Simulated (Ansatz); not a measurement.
## LiPb: pressure against volume per atom

Results calculated with Ansatz 0.2.0, not measured. Periodic Kohn-Sham DFT of a crystal at fixed atoms; pressure and stress are positive in compression; the energy is the free energy less that of spherical unpolarised free atoms; site moments are those in the method's own spheres, positive along +z.

Cell of the first row (space group Pm-3m, No. 221):
```
cell vectors (Å)
   3.4501     0.0000     0.0000
   0.0000     3.4501     0.0000
   0.0000     0.0000     3.4501
atoms (fractions of the cell vectors)
Li  0.50000  0.50000  0.50000
Pb  0.00000  0.00000  0.00000
```

Settings of every row: method frozen-core PAW; functional LDA; relativity scalar; k mesh 10x10x10; filling fermi-dirac; smearing width 0.03 eV; wave cutoff 420 eV; paw set soft_2.

Atom start moment: 0 on all atoms.

Limits: PAW files made with PBE; no spin-orbit coupling on heavy atoms.

```
row  volume per atom (Å³)  pressure (GPa)
  1                20.534           0.251
  2                20.971          -0.607
  3                21.407          -1.369
  4                21.626          -1.718
  5                21.844          -2.046
  6                22.063               ?
  7                22.281          -2.644
  8                22.718           -3.17
  9                23.155          -3.629
```

Question: what pressure should row 6 give?

Worked fit of pressure. Take u = (V_r/V)^(2/3) − 1 with V_r = 21.735 Å³ an atom, which is twice the finite (Eulerian) strain; such expansions in the strain, on which the Birch-Murnaghan equation of state is built, carry the rest volume and the bulk modulus. The shown rows have u = 0.03862, 0.02414, 0.01019, 0.00336, -0.00333, -0.0164, -0.02906, -0.04131. Least squares give pressure = −1.8847 + 48.982 × u + 163.6 × u² GPa; a straight line predicts inner rows, each left out in turn, worse (root mean square 0.084 against 0.00026 GPa). All shown rows lie on it to the printed digit. The pressure vanishes at u = 0.0345, or V = 20.66 Å³ an atom, and there the bulk modulus at fixed shape and fractions is B = −V dP/dV = (2/3)(1 + u) dP/du = 41.6 GPa. The withheld row has u = -0.00994, so the fit gives −1.8847 + 48.982 × (-0.00994) + 163.6 × (-0.00994)² = -2.355 GPa.

The calculation gave -2.354 GPa. The fit lies 0.001 GPa (0.026 % of the column's range) below it, one unit of the last digit.
